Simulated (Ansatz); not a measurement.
# How methods differ on GeCNClF (SMILES N#[C][Ge]([F])[Cl])

GeCNClF: 5 atoms, total charge 0, spin state doublet. SMILES: `N#[C][Ge]([F])[Cl]`. The shape is that of a PBE0-D4/def2-TZVP optimisation.

Quantity: the vertical energy of the quartet above the doublet, in eV. The values are calculated.

| level | kind | program | value (eV) |
| --- | --- | --- | --- |
| U-revPBE/cc-pVDZ | GGA | Ansatz | 5.98 |
| UBLYP/cc-pVDZ | GGA | Ansatz | 6.04 |
| UPBE/cc-pVDZ | GGA | Ansatz | 6.01 |
| U-r2SCAN/cc-pVDZ | meta-GGA | Ansatz | 5.85 |
| UBHLYP/cc-pVDZ | global hybrid | Ansatz | 5.80 |
| UPBE0/cc-pVDZ | global hybrid | Ansatz | 5.92 |
| UBCCD(T)/cc-pVDZ | coupled cluster or CI | Ansatz | 6.33 |
| UCCSD/cc-pVDZ | coupled cluster or CI | Ansatz | 6.25 |

All-electron rows without a relativistic Hamiltonian named are non-relativistic. The values span 5.80 to 6.33 eV. In the correlated wave-function rows the outer d shell of Ge is correlated, in sets not made for it.

All methods place the quartet far above the doublet, as expected for a germyl-type radical. The doublet has a single unpaired electron, largely in a Ge-centred orbital, whereas the quartet requires breaking an electron pair and promoting one electron into an antibonding orbital, probably of Ge–ligand σ* or cyanide π* character. At fixed geometry, no bond lengthening offsets that cost.

Every density functional gives a smaller gap than either coupled-cluster row. Adding exact exchange lowers it further, from 6.01 to 5.92 eV between PBE and PBE0 and from 6.04 to 5.80 eV between BLYP and BHLYP. This fits the usual balance: exchange favours parallel spins, while opposite-spin correlation favours the doublet with its additional pair. Exact exchange is not the only factor, however, since r2SCAN, which has none, falls below PBE0. The doublet's preference over the quartet at this geometry is therefore secure, but the vertical gap says little about the energy of a relaxed quartet, which could distort strongly or dissociate.
